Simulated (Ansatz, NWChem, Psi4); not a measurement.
## A ladder of methods for AlSbH3F (SMILES [F][AlH][SbH2])

The species is AlSbH3F (6 atoms), meant as a singlet with charge 0. SMILES: `[F][AlH][SbH2]`. The coordinates come from a PBE0-D4/def2-TZVP relaxation. This is one conformer, not always the lowest.

Each level gives the electronic atomisation energy (eV). The values are calculated. Electronic energies at fixed atoms, without zero-point motion or spin-orbit coupling.

```
                                                          level                    kind  program  value (eV)  CPU time (all runs)
                                  PBE/def2-SVP (core potential)                     GGA   NWChem       16.46                 35 s
                               r2SCAN/def2-SVP (core potential)                meta-GGA   Ansatz       16.46                 22 s
                               M06-2X/def2-SVP (core potential)         hybrid meta-GGA   NWChem       15.55                 49 s
                                BHLYP/def2-SVP (core potential)           global hybrid     Psi4       15.84                 35 s
                            CAM-B3LYP/def2-SVP (core potential)  range-separated hybrid   Ansatz       16.52                 11 s
                              wB97M-V/def2-SVP (core potential)  range-separated hybrid   Ansatz       16.62                 98 s
                                  MP3/def2-SVP (core potential)     perturbation theory     Psi4       15.00                 19 s
OMP2/def2-SVP (core potential, density fitting for correlation)     perturbation theory     Psi4       16.10                 82 s
```

Correlated wave functions underbind in double-zeta sets. The values span 15.00 to 16.62 eV. In the correlated wave-function rows the outer d shell of Sb is correlated, in sets not made for it. Times are those of the runs behind each value, whatever else they computed, on shared processors of several kinds: orders of magnitude only.

Every level gives a strongly bound set of atoms, but they disagree by far more than chemical accuracy. The large total is what the bonding leads one to expect. The short, very polar Al–F bond should contribute the largest single share, since fluorine's compact 2p shell and high electronegativity add a strong ionic component. The Al–Sb and Sb–H bonds should be much weaker, because the diffuse 5p orbitals of antimony overlap less well with their partners.

Among the functionals, the two global hybrids with a large share of exact exchange, M06-2X and BHLYP, bind least, probably because that exchange is not fully balanced by their correlation parts. PBE and r2SCAN coincide at 16.46 eV, yet this agreement is no sign of convergence, as the two range-separated hybrids lie higher and OMP2 and MP3 lie lower. The values therefore support no ranking of the methods by accuracy. Nor does a large atomisation energy show that the molecule would survive rearrangement, oligomerisation through fluorine bridges or loss of stibine.
